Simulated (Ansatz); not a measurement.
# TeRu: the change of pressure and formation energy with volume per atom

All results are calculated (Ansatz 0.2.0). Plane-wave density functional theory, PAW datasets, Gaussian smearing 0.05 eV: one cell in which all forces lie under 0.002 eV/angstrom; stress (xx yy zz yz xz xy) and pressure positive in compression; site moments are of spin alone; formation energy from the elements run alike, uncorrected.

Cell of the first row (space group F-43m, No. 216):
```
TeRu
1.0
      0.0000     2.8678     2.8678
      2.8678     0.0000     2.8678
      2.8678     2.8678     0.0000
Ru Te
1 1
Direct
  0.00000 0.00000 0.00000
  0.25000 0.25000 0.25000
```

Settings of every row: paw set soft_2; functional PBEsol; spin treatment none; moment partition spheres; spin axis none; wave cutoff 420 eV; k mesh 8x8x8; SCF start atoms; lower state search light; symmetry use detected.

Atom first moment, atom hubbard u: 0 on all atoms.

Limits: no spin-orbit coupling, which can matter with elements this heavy; the cell comes from a prototype or a list of computed structures and needn't be the stable phase.

```
row  volume per atom (Å³)  pressure (GPa)  formation energy (eV per atom)  energy above relaxed cell (meV per atom)
  1                23.586            4.92                          0.4404                                     14.38
  2                24.077               ?                               ?                                         ?
  3                24.352            0.96                          0.4266                                      0.62
  4                24.568           -0.03                           0.426                                         0
  5                 25.06           -2.09                          0.4293                                      3.32
  6                25.551           -3.93                          0.4386                                     12.61
  7                27.058           -8.37                          0.4977                                      71.7
  8                29.602          -12.89                          0.6704                                    244.36
```

Question: what pressure and formation energy should row 2 give?

Worked fit of pressure. Take u = (V_r/V)^(2/3) − 1 with V_r = 25.06 Å³ an atom, which is twice the finite (Eulerian) strain; such expansions in the strain, on which the Birch-Murnaghan equation of state is built, carry the rest volume and the bulk modulus. The shown rows have u = 0.04124, 0.01929, 0.01331, 0, -0.01285, -0.04985, -0.1051. Least squares give pressure = −2.097 + 149.072 × u + 490.32 × u² + 467 × u³ GPa; a parabola predicts inner rows, each left out in turn, worse (root mean square 0.053 against 0.012 GPa). The rows lie off it by 0.00, 0.00, -0.01, 0.01, 0.00, 0.00, 0.00. The pressure vanishes at u = 0.0135, or V = 24.56 Å³ an atom, and there the bulk modulus at fixed shape and fractions is B = −V dP/dV = (2/3)(1 + u) dP/du = 110 GPa. The withheld row has u = 0.02704, so the fit gives −2.097 + 149.072 × (0.02704) + 490.32 × (0.02704)² + 467 × (0.02704)³ = 2.30 GPa.

The calculation gave 2.30 GPa. The fit meets it to the printed digit.

Worked fit of formation energy. Take u = (V_r/V)^(2/3) − 1 with V_r = 25.06 Å³ an atom, which is twice the finite (Eulerian) strain; such expansions in the strain, on which the Birch-Murnaghan equation of state is built, carry the rest volume and the bulk modulus. The shown rows have u = 0.04124, 0.01929, 0.01331, 0, -0.01285, -0.04985, -0.1051. Least squares give formation energy = 0.42931 − 0.49249 × u + 18.0914 × u² + 9.051 × u³ eV per atom; a parabola predicts inner rows, each left out in turn, worse (root mean square 0.0011 against 2.1e-05 eV per atom). All shown rows lie on it to the printed digit. The withheld row has u = 0.02704, so the fit gives 0.42931 − 0.49249 × (0.02704) + 18.0914 × (0.02704)² + 9.051 × (0.02704)³ = 0.4294 eV per atom.

The calculation gave 0.4294 eV per atom. The fit meets it to the printed digit.

The other values of row 2: energy above relaxed cell 3.4 meV per atom.
